If bonds are pictured as springs, an axial deformation should cost energy because it stretches them, and the starting shape should be the best one. By the same intuition, the band gap should be widest where the crystal is most comfortable and shrink as the strain energy grows. In this layered nitride, computed with LDA, none of these expectations holds well. The bonds hardly lengthen, the start is not quite the minimum, and two almost equally costly deformations leave very different gaps.

MgPb2N2 (P-3m1, a = 3.392, c = 9.235 Å, not relaxed at this level), strained along c at fixed volume and fixed fractional coordinates. Ansatz 0.2.0, scalar-relativistic plane-wave LDA, PAW datasets made for PBE, no spin polarisation, cutoff 420 eV, 12×12×4 k mesh, Gaussian smearing 0.05 eV. Energies are free energies relative to ratio 1; pressure is positive in compression.

| axial ratio (over its starting value) | energy change (meV/atom) | pressure (GPa) | gap on mesh (eV) |
| --- | --- | --- | --- |
| 0.8 | 182.2 | -6.34 | 0.000 |
| 0.85 | 109.7 | -6.28 | 0.000 |
| 0.92 | 35.6 | -6.24 | 0.000 |
| 0.96 | 10.7 | -6.19 | 0.264 |
| 1 | 0.0 | -6.09 | 0.610 |
| 1.05 | 7.2 | -5.87 | 0.846 |
| 1.1 | 37.6 | -5.54 | 0.764 |
| 1.2 | 165.5 | -4.45 | 0.046 |
| 1.3 | 358.9 | -2.38 | 0.000 |

**The shape of the valley**

The axial ratio compares the length along the stacking axis with the length across it, relative to the starting cell. The energy change forms a single valley in this range. A cubic crystal on such a path has an extremum fixed by symmetry, because the pull along the axis must equal the pull across it. This trigonal crystal has no such special shape, so its minimum lies wherever the two stresses happen to balance.

The stresses show where that is. At fixed volume the energy $E$ per atom changes with the axial ratio $r$ as

$$\frac{dE}{d\ln r}=\frac{2}{3}\,V\,(p_\text{across}-p_\text{along}),$$

where $V$ is the volume per atom and both stresses $p$ count as positive in compression. The difference vanishes at a ratio of about 1.01, where the energy is some 0.4 meV/atom below that of the start. This small offset explains why flattening to 0.96 costs more than stretching to 1.05, although it is the smaller change.

The slope rises from each row to the next and crosses zero once, so the rows give no sign of a second minimum. Adding up the stress work along the path returns the computed energies to within 3 meV/atom. That agreement shows that energies and stresses belong together. The reason for the stiffness has to come from the structure.

**Why the bonds keep their length**

Each lead atom sits on top of three nitrogen atoms, like the tip of a low pyramid. Its bonds run at a slant, partly across the axis and partly along it. When the crystal is stretched at fixed volume, the part along the axis grows while the part across it shrinks. With $h_0$ for the part along the axis and $p_0$ for the part across it, both at the start, the bond length $d$ follows

$$d^2=p_0^2\,r^{-2/3}+h_0^2\,r^{4/3}.$$

This length is shortest when the three bonds stand at right angles to one another. The N–Pb–N angle is about 90° at the start, so the Pb–N bond is already close to its shortest length. A moderate deformation in either direction then turns the bond and barely stretches it. Even at a ratio of 1.3, the Pb–N bond is only about 1.5 % longer than at the start. The Mg–N bonds also stand nearly at right angles, and their length varies by less than 2 % over the whole scan.

The angle has no such protection, because it changes in direct proportion to a small deformation. It opens to 98° at the flattened end and closes to 80° at the elongated end. Two familiar effects probably resist this. Bonds formed with the p orbitals of lead favour angles near 90°, and closing the angle pushes neighbouring nitrogen atoms together.

The same geometry helps with a related layered crystal, as long as its atoms are carried along with the cell. If its slanted bonds start near right angles, an axial deformation at fixed volume will mainly bend them. If they start far from right angles, their lengths change at once, and stretching joins bending in the cost.

**A one-angle estimate**

The simplest way to express this is an energy that is quadratic in the change of the N–Pb–N angle. Its two coefficients were fitted to the four rows with a clear gap, from 0.96 to 1.1; one of these is the zero of energy. With $\delta$ for the change of the angle in degrees from its starting value, the fit reads

$$E\approx 2.1\,\delta+3.27\,\delta^2\ \text{meV/atom}.$$

The row at 1.2 was not part of the fit and can serve as a trial. There the angle has closed from 90.4° to 83.1°, so $\delta=-7.3$. The linear term gives −15 and the quadratic term +174, together 159 meV/atom. The full calculation gives 165.5, so the estimate is 4 % low.

The estimate also works at 1.3 but comes out 17 % too high at 0.8, where the full calculation gives a softer crystal. A plain parabola in the axial ratio, fitted to the same four rows, does better in four of the five rows outside the fit and worse only at 1.3. The energies alone therefore do not single out bond bending as the cause. The case for it rests on the geometry, and the one angle also stands in for the Mg–N angles and for contacts between atoms that are not bonded. The output below gives both fits row by row.

**Why the pressure answers mainly to stretching**

The pressure is negative in every row, which means that the cell is held larger than this calculation would like. LDA usually favours rather small cells, and this one was not relaxed with it. The atomic datasets, made for another functional, may also contribute. The change along the path is more telling than the level. Flattening hardly moves the pressure, whereas stretching to 1.3 raises it by 3.7 GPa.

Pressure measures how the energy responds to volume. A rise on stretching therefore means that the elongated shape would become cheaper, relative to the starting shape, if the crystal had more room. At 1.3, one per cent more volume would lower the cost by about 4 meV/atom.

Crowding within the layers is a likely part of the explanation. Like atoms in one layer approach from 3.39 to 3.11 Å, and short-range repulsion grows steeply at such distances. Extra volume relieves it. From 1.2 to 1.3 the pull along the axis also grows more slowly than before, so it offsets less of the push across it. Flattening spreads the layers instead and presses the crystal along the axis. The stronger pull across the axis slightly outweighs this new push, so the average falls only a little.

**Why the gap closes on both sides**

The gap follows its own course. It is widest at 1.05, beyond the energy minimum, and it is gone at 0.92 and below. The rows at 0.92 and 1.1 make the point most clearly: they cost nearly the same energy, yet the first has no gap and the second keeps 0.76 eV. The cost of a deformation is thus no guide to whether the crystal stays insulating.

A gap depends on how far the filled and empty bands spread in energy, and bands spread when the orbitals of neighbouring atoms overlap more. Counting charges as Mg²⁺, Pb²⁺ and N³⁻ gives closed shells, with empty lead p states as likely candidates for the bottom of the empty bands. These states can overlap in two directions. Flattening brings facing lead layers closer across the space between them, from 3.9 to 3.4 Å at the end of the scan, while stretching shortens the contacts within each layer.

In this picture, the gap is widest where neither kind of overlap has grown too strong. The starting cell lies on the flattened side of that point. This is why a flattening of 8 % is enough to close the gap, while a stretch of 10 % leaves it wider than at the start. The picture fits the distances, but it remains an inference until the orbital make-up of the band edges is examined.

The ratios at which the gap closes should not be read as predictions for a real sample. LDA usually makes gaps too small, and spin–orbit coupling, which is left out here, can shift the p bands of lead considerably. The k mesh was chosen for the insulator, and its error in the rows without a gap, which affects their energies too, was not tested. It may also step over the true band edges, and the remnant of 0.05 eV at 1.2 is no larger than the smearing. The rise and fall of the gap is a safer result than its end points.

**What happens when the atoms may move**

All of this describes a crystal whose atoms are carried along with the cell and cannot settle into better positions. The forces on them reach about 0.6 eV/Å even in the starting cell and about 2.5 eV/Å at the elongated end. If the symmetry is kept, released atoms can move only along the axis, so in a cell of fixed width an angle can recover only if its bonds change length. The space between the lead layers could also widen or narrow. The energies would fall, probably least near 0.92, where the forces are smallest, and far more in the strongly elongated rows. The minimum would then probably move towards a longer axis, while the gap could go either way. The open question is how much of the valley, and how much of the insulating range, would survive that release.

Numerical output:

```
fit of energy_change on 4 rows (gap_on_mesh > 0.1): coefficient of bend 2.125 +/- 0.12, coefficient of bend**2 3.269 +/- 0.038; rms 0.206, worst 1.05 0.363, leave-one-out rms 0.93
  rows outside the fit (model, value, miss): 0.8 213.8, 182.2, 31.6; 0.85 122.4, 109.7, 12.7; 0.92 37.32, 35.6, 1.72; 1.2 159, 165.5, -6.55; 1.3 352.9, 358.9, -5.97
fit of energy_change on 4 rows (gap_on_mesh > 0.1): coefficient of dr -84.39 +/- 1.1, coefficient of dr**2 4601 +/- 13; rms 0.0477, worst 1.05 0.0836, leave-one-out rms 0.216
  rows outside the fit (model, value, miss): 0.8 200.9, 182.2, 18.7; 0.85 116.2, 109.7, 6.48; 0.92 36.2, 35.6, 0.598; 1.2 167.2, 165.5, 1.67; 1.3 388.8, 358.9, 29.9
Geometry and stress work:
   row  in-plane contact Å  Pb–N Å  N–Pb–N degrees  Pb layer spacing Å  energy slope meV/atom per ln ratio  energy from stress meV/atom
   0.8               3.654   2.417           98.18               3.399                               -1267                        179.6
  0.85               3.581   2.405           96.21               3.539                               -1107                        107.6
  0.92               3.488   2.395           93.48               3.731                              -724.4                        35.15
  0.96               3.438   2.391           91.93               3.839                              -430.8                        10.56
   1.0               3.392    2.39           90.41               3.944                              -86.76                            0
  1.05               3.337   2.391           88.53               4.075                               395.5                        7.531
   1.1               3.286   2.394           86.68               4.203                               921.2                        38.16
   1.2               3.192   2.406            83.1               4.454                                2034                        166.7
   1.3               3.108   2.425           79.69               4.698                                2718                        356.9
axial ratio where the stress difference vanishes: 1.009
energy there against the start in meV/atom: -0.3885
largest gap between stress work and energy change in meV/atom: 2.639
angle model miss at ratio 0.8 in percent: 17.36
angle model miss at ratio 1.3 in percent: -1.662
plain parabola miss at ratio 0.8 in percent: 10.28
plain parabola miss at ratio 1.3 in percent: 8.328
spread of the Mg–N length over the scan in percent: 1.928
pressure change from ratio 1 to 1.3 in GPa: 3.71
change of the cost at 1.3 for 1 percent more volume in meV/atom: -4.261
change of the cost at 0.8 for 1 percent more volume in meV/atom: 0.2871
```
